The correction to a band gap found at one point of a crystal's band structure can be applied everywhere, as a rigid upward shift of the empty bands known as a scissors. The direct gap at the zone centre Γ tests that shortcut in boron phosphide, whose lowest empty level lies elsewhere. Can the levels at Γ, and their correction, be worked out from the other points?

BP, 2 atoms in the cell, built as zincblende, space group F-43m (216), conventional a = 4.537 Å, 11.67 Å³ an atom. One-shot G0W0 at finite bands, cutoff and k mesh (short of the basis limit), each kind of level from its own valence top. Ansatz 0.2.0, plane-wave PAW, no spin polarisation, cell based on r2SCAN and recorded as strained, the same for all rows; starting functional PBE; cutoff 420 eV; k mesh 6×6×6; fixed occupations.

```tsv
band	b (fraction of the reciprocal vector)	c (fraction of the reciprocal vector)	kohn sham level (eV)	quasiparticle level (eV)	exchange less vxc (eV)	correlation (eV)	renormalisation
v2	0	0	?	?	?	?	?
v1	0	0	?	?	?	?	?
c1	0	0	?	?	?	?	?
c2	0	0	?	?	?	?	?
v2	0	0.1667	-0.665	-0.684	-1.832	1.288	0.78700
v1	0	0.1667	-0.665	-0.684	-1.832	1.288	0.78700
c1	0	0.1667	4.020	4.879	5.106	-4.771	0.78600
c2	0	0.1667	4.305	5.228	5.264	-4.865	0.78300
v2	0	0.3333	-1.469	-1.540	-2.263	1.667	0.78200
v1	0	0.3333	-1.469	-1.540	-2.263	1.667	0.78200
c1	0	0.3333	3.898	4.721	5.169	-4.870	0.78600
c2	0	0.3333	4.853	5.778	5.501	-5.100	0.78200
v2	0	-0.5000	-1.758	-1.851	-2.433	1.817	0.78000
v1	0	-0.5000	-1.758	-1.851	-2.433	1.817	0.78000
c1	0	-0.5000	3.781	4.594	5.163	-4.874	0.78700
c2	0	-0.5000	4.707	5.613	5.434	-5.052	0.78600
v2	0.1667	0.1667	-1.732	-1.795	-2.226	1.639	0.78100
v1	0.1667	0.1667	-1.732	-1.795	-2.226	1.639	0.78100
c1	0.1667	0.1667	2.441	3.253	4.637	-4.350	0.79500
c2	0.1667	0.1667	5.856	6.813	5.784	-5.352	0.76900
v2	0.3333	0.3333	-3.493	-3.646	-3.096	2.418	0.76600
v1	0.3333	0.3333	-3.493	-3.646	-3.096	2.418	0.76600
c1	0.3333	0.3333	1.382	2.084	4.335	-4.158	0.80100
c2	0.3333	0.3333	3.306	4.021	4.901	-4.711	0.80100
```

The Kohn–Sham levels come from PBE and the quasiparticle levels from one-shot G0W0. Bands v1 and v2 are the highest filled ones, c1 and c2 the lowest empty ones. The columns b and c give the position; with the first coordinate taken as 0, rows with b = 0 run from Γ to L, and rows with b = c run towards X.

**From Γ to L.** At c = 0.1667 the correction widens the gap between v1 and c1 by 0.88 eV. That is the small remainder of two large effects. The column "exchange less vxc" replaces the PBE exchange-correlation potential by bare non-local exchange, which separates filled from empty states and alone would open the gap by 6.9 eV. The column "correlation", which contains the screening by the other electrons, takes back 6.1 eV.

**Towards X.** Here the correction is clearly not rigid. The lowest empty state listed, c1 at (0.3333, 0.3333), rises by only 0.70 eV, while c2 at (0.1667, 0.1667) rises by 0.96 eV. Energy alone does not decide this: at (0.3333, 0.3333), c2 lies 1.9 eV above c1 but rises by almost the same amount. The full list of levels gives a clue: c2 at (0.1667, 0.1667) is one of a degenerate pair, whereas c1 and c2 at (0.3333, 0.3333) are both single. The label c2 has passed to a band of another symmetry. That makes orbital character a plausible cause, though these columns do not test it.

**Back to Γ: the empty bands.** Symmetry guides the estimate in two ways. At Γ itself, c1 and c2 are expected to belong to one p-like triplet, whose members cubic symmetry keeps equal, so both need the same forecast. On the way from Γ to L, c2 and the valence pair have the same symmetry and mix, which pushes one up and the other down by equal amounts. Their sum $S$ is free of this mutual push, though not of the push from other bands.

Along this line $S$ is symmetric about both Γ and L, so it can be written as a constant plus a series of cosines. Three known points fix the constant and the first two cosines; the rest are assumed to be small. The second cosine has one value at both ends and another at both inner points, so it drops out of the differences. The first changes between the ends by twice as much as between the inner points:

$$S(\Gamma)=S(L)+2\,[S(1/6)-S(1/3)]$$

For the Kohn–Sham levels the three sums are $4.707-1.758=2.949$ eV at L, $4.305-0.665=3.640$ eV at 1/6 and $4.853-1.469=3.384$ eV at 1/3. Hence

$$S(\Gamma)=2.949+2\,(3.640-3.384)=3.461\ \text{eV}.$$

The valence top is zero, so this is the level of c1 and c2. The forecast is 3.46 ± 0.3 eV for Kohn–Sham and, by the same steps, 4.37 ± 0.3 eV for the quasiparticle level. The shift should be 0.91 ± 0.10 eV, above the 0.70 eV that c1 at (0.3333, 0.3333) would supply as a scissors. The ranges are judgements: c1 extrapolated alone would give about 4.0 eV, but it mixes with several bands.

**Back to Γ: the filled bands.** Both levels of v1 and v2 are 0 by choice of zero, which tests no physics. Their two contributions do. If exchange less vxc keeps following the level as it does between the two Γ–L points nearest Γ, it reaches −1.48 ± 0.12 eV. In the known rows the shift equals the sum of the two contributions plus a constant of 0.52 eV, the amount by which the correction lowers the valence top before that top is set to zero. Correlation must then be 0.95 ± 0.12 eV to keep the level at zero.

The withheld rows as computed:

```tsv
band	b (fraction of the reciprocal vector)	c (fraction of the reciprocal vector)	kohn sham level (eV)	quasiparticle level (eV)	exchange less vxc (eV)	correlation (eV)	renormalisation
v2	0	0	0.000	0.000	-1.627	1.102	0.78900
v1	0	0	0.000	0.000	-1.627	1.102	0.78900
c1	0	0	3.403	4.302	4.944	-4.569	0.78900
c2	0	0	3.403	4.302	4.944	-4.569	0.78900
```

**The hits.** The empty levels are degenerate and lie at 3.40 eV in PBE and 4.30 eV in G0W0, both within 0.1 eV of the forecast. The sum served better here than either band alone: the same rule puts the valence top 0.15 eV too low and c2 alone 0.21 eV too high, and these errors largely cancel. The computed shift is 0.90 eV, so a scissors set at the lowest listed empty state would leave the direct gap at Γ 0.20 eV below the G0W0 result.

**The misses.** Exchange less vxc is −1.63 eV and correlation 1.10 eV, both 0.15 eV from the forecast and outside its range. This is one error seen twice, since the second value was derived from the first. Exchange less vxc does not follow the level at a constant rate: it changes by about 0.3 eV per eV of level in the first step from Γ, against 0.5 in the next. In hindsight, the three-point rule used for the empty levels suits this column better: applied directly to its valence values, it gives −1.57 eV.

The absolute size of the shifts is less certain than their pattern. They equal the sum of the two contributions plus a constant, without the renormalisation factor, which is correct if correlation was evaluated at the quasiparticle energy. If it was evaluated at the Kohn–Sham energy, the opening of 0.88 eV at c = 0.1667 should be about 0.69 eV. The finite number of bands, screening cutoff and k mesh also leave the gaps short of the basis limit. By how much was not tested for these runs; in the data makers' tests on other systems the shortfall was 6 to 9 % in the median. Nor was this cell compared with a second code. The analysis printed below compares the Γ–L rule, which used no Γ value except the zero of energy, with a straight line of shift against level fitted to the ten other empty states.

Output of the analysis:

```
Constant left when exchange less vxc and correlation are taken from the shift [eV]: 0.5244
Exchange part of the c1-v1 opening at (0, 0.1667) [eV]: 6.938
Correlation part of the same opening [eV]: -6.059
Same opening if the renormalisation factor multiplied the sum [eV]: 0.6914
Kohn-Sham level of c2 above c1 at (0.3333, 0.3333) [eV]: 1.924
Shift of c2 less shift of c1 at (0.3333, 0.3333) [eV]: 0.013
Largest shift of a readable empty state [eV]: 0.957
Most negative shift of a readable valence state [eV]: -0.153
Three-point rule on the valence pair alone at the zone centre, known to be 0 [eV]: -0.15
Three-point rule on c2 alone at the zone centre [eV]: 3.611
Three-point rule on c1 alone at the zone centre, rival [eV]: 4.025
Forecast Kohn-Sham level of c1 and c2, range plus or minus 0.3 [eV]: 3.461
Forecast quasiparticle level of c1 and c2, range plus or minus 0.3 [eV]: 4.374
Forecast shift of c1 and c2, range plus or minus 0.10 [eV]: 0.913
Rival shift from a straight line in the level [eV]: 0.8198
Scissors shift, from c1 at (0.3333, 0.3333) [eV]: 0.702
Forecast exchange less vxc of v1 and v2, range plus or minus 0.12 [eV]: -1.476
Forecast correlation of v1 and v2, range plus or minus 0.12 [eV]: 0.9511
Computed shift of c1 at the zone centre [eV]: 0.899
Miss of Kohn-Sham forecast for c1, forecast less computed [eV]: 0.058
Miss of Kohn-Sham forecast for c2 [eV]: 0.058
Miss of quasiparticle forecast for c1 [eV]: 0.072
Miss of quasiparticle forecast for c2 [eV]: 0.072
Miss of shift forecast for c1 [eV]: 0.014
Miss of scissors shift for c1 [eV]: -0.197
Miss of exchange less vxc forecast for v1 [eV]: 0.1515
Miss of correlation forecast for v1 [eV]: -0.1509
```
